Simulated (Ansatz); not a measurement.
## Abstraction of H: GeH3(SnH3) + SnH2F → GeH3(SnH2) + SnH3F

Species: GeH3(SnH3), singlet; SnH2F `[F][SnH2]`, doublet; GeH3(SnH2), doublet; SnH3F `[F][SnH3]`, singlet. A radical takes H: the energy is the difference in strength between two Sn–H bonds in different surroundings.

Shapes, held fixed at every level: PBE0-D4/def2-TZVP. Programs: Ansatz 0.2.0. The zero-point and thermal change to 298 K, harmonic and unscaled (PBE0-D4/def2-TZVP), is +0.8 kJ/mol.

```tsv
level	kind	ΔH(298 K) (kJ/mol)	less CCSD(T)/def2-TZVPP
HF/def2-SVP	Hartree–Fock	-11.4	-4.9
HF/def2-TZVPP	Hartree–Fock	-9.3	-2.8
PBE-D4/def2-TZVPP	GGA	+0.5	+7.0
r2SCAN-D4/def2-TZVPP	meta-GGA	-2.1	+4.4
wB97X-V/def2-TZVPP	range-separated hybrid	-3.2	+3.3
MP2/def2-SVP	perturbation theory	-10.0	-3.5
CCSD/def2-TZVPP	coupled cluster or CI	-7.2	-0.7
CCSD(T)/def2-TZVPP	coupled cluster or CI	-6.5	0.0
```

The highest level, CCSD(T)/def2-TZVPP, gives ΔH(298 K) = -6.5 kJ/mol; the levels span -11.4 to +0.5. They disagree on the sign: 1 of 8 are positive. The column of differences is taken from that level and isn't an error. No measured value is set beside it here. Open shells run unrestricted unless RO is named. For atoms past krypton def2 sets carry core potentials with scalar relativity. Relativity is left out for Ge unless named. Correlated rows may include outer-core shells of Ge, Sn, which these sets cover unevenly.

Hydrogen transfer to the fluorinated stannyl radical is mildly exothermic, at -6.5 kJ/mol with CCSD(T), so the Sn–H bond in SnH3F is slightly stronger than the one broken in GeH3(SnH3). The likely reason lies in how each substituent affects the tin radical. The electropositive germyl group can stabilise the radical centre by hyperconjugation through its Ge–H bonds. Fluorine draws tin p character into the Sn–F bond and leaves the unpaired electron in an orbital richer in s character, while its lone pairs overlap only poorly with the diffuse tin orbital. The effect is small because one Sn–H bond replaces another and most of the bond energy cancels.

In the triple-zeta basis, coupled-cluster correlation reduces the Hartree–Fock exothermicity without removing it. PBE-D4 goes further, to near thermoneutrality, and its +0.5 kJ/mol is no real case for a reversed preference. Without SnH4 as a common reference, the reaction energy can't be divided between weakening by germyl and strengthening by fluorine.
